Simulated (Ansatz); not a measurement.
## HfSc: energy above lowest point against volume scale

All results are calculated (Ansatz 0.2.0). Free energy against uniform scaling of the volume at fixed shape and fractions; periodic cell, basis, potentials, k mesh and filling as listed.

The cell before it is scaled or strained (space group P-6m2, No. 187):
```
CELL_PARAMETERS angstrom
3.25090 0.00000 0.00000
-1.62540 2.81530 0.00000
0.00000 0.00000 5.12110
ATOMIC_POSITIONS crystal
Hf 0.66667 0.33333 0.50000
Sc 0.33333 0.66667 0.00000
```

Settings of every row: functional PBEsol; dispersion none; potentials PAW; wave cutoff 500 eV; density cutoff 2000 eV; k mesh 10x10x6; k shift 0x0x0; occupations fermi dirac; smearing width 0.15 eV; spin none.

Limits: coarse k mesh, up to 40 meV an atom off; no spin-orbit coupling, which can matter with elements this heavy; the cell comes from a prototype or a list of computed structures and needn't be the stable phase.

```csv
row,volume scale,V (Å³/atom),energy above lowest point (meV/atom)
1,0.9406,22.043,0
2,0.9703,22.739,1.6
3,1,23.435,?
4,1.0297,24.131,34.6
5,1.0594,24.827,63.5
```

Question: what energy above lowest point should row 3 give?

Worked fit of energy above lowest point. Take u = (V_r/V)^(2/3) − 1 with V_r = 23.435 Å³ an atom, which is twice the finite (Eulerian) strain; such expansions in the strain, on which the Birch-Murnaghan equation of state is built, carry the rest volume and the bulk modulus. The shown rows have u = 0.04167, 0.0203, -0.01932, -0.03774. Least squares give energy above lowest point = 13.59 − 848.2 × u + 12542 × u² meV/atom; a straight line predicts inner rows, each left out in turn, worse (root mean square 11 against 0.15 meV/atom). The rows lie off it by 0.0, 0.1, -0.1, 0.0. Its lowest point lies at u = 0.0338, or V = 22.29 Å³ an atom, and the curvature there gives the bulk modulus at fixed shape and fractions, B = (4/9)(1 + u)² E″(u)/V = 85.6 GPa. Letting shape and atoms relax would as a rule lower it, by much in layered, chain or molecular crystals. The withheld row has u = 0, so the fit gives 13.59 − 848.2 × (0) + 12542 × (0)² = 13.6 meV/atom.

The calculation gave 13.6 meV/atom. The fit meets it to the printed digit.
